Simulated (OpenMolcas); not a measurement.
**InCl3: a line through the functionals**

The species is InCl3 (4 atoms), meant as a singlet with charge 0. As SMILES, `[Cl][In]([Cl])[Cl]`. The coordinates come from a PBE0-D4/def2-TZVP relaxation.

The HOMO–LUMO gap y, in eV, basis def2-SVP with a core potential; a is the functional's share of exact exchange. Programs: OpenMolcas 26.06.

| functional | program | a | y (eV) |
| --- | --- | --- | --- |
| BLYP | OpenMolcas | 0 | 4.07 |
| TPSS | OpenMolcas | 0 | 4.44 |
| B3LYP | OpenMolcas | 0.2 | 5.91 |
| PBE0 | OpenMolcas | 0.25 | ? |
| BHLYP | OpenMolcas | 0.5 | 8.70 |

Problem. Fit y = c + s·a to the known rows and predict PBE0.

Solution. 
1. Means of the 4 rows: a = 0.1750, y = 5.780.
2. Σ(Δa)² = 0.1675, Σ(Δa·Δy) = 1.486, so the slope is 1.486/0.1675 = 8.8716.
3. Intercept: 5.780 − (8.8716) × 0.1750 = 4.227. The largest residual of the fit is 0.21.
4. PBE0: 4.227 + (8.8716) × 0.25 = 6.44 eV.

The run gave 6.50 eV, so the prediction is off by -0.06 eV, within the scatter of the fit. Exact exchange lowers occupied levels and raises empty ones. The rows mix families of semi-local functionals, which the line can't see.

The gap of InCl3 widens at every step up in exact exchange, from 4.07 eV with BLYP to 8.70 eV with BHLYP, and the PBE0 value of 6.50 eV fits into that order. The occupied frontier levels are expected to be chlorine 3p lone pairs, while the lowest empty level probably has In 5s character mixed with Cl 3p in an antibonding way, or In 5p character. A filled orbital gains from non-local exchange with the other occupied orbitals and has its own self-repulsion cancelled. An empty one has no such self-term to cancel and feels the repulsion of all the electrons, so its energy moves towards that of an added electron. The slope therefore mainly reflects how the functional treats the orbital energies, not a change in the In–Cl bond. It rests largely on BHLYP, the row furthest from the mean, so the good PBE0 prediction supports interpolation within this range. It doesn't establish which functional comes closest to the molecule's true fundamental gap.
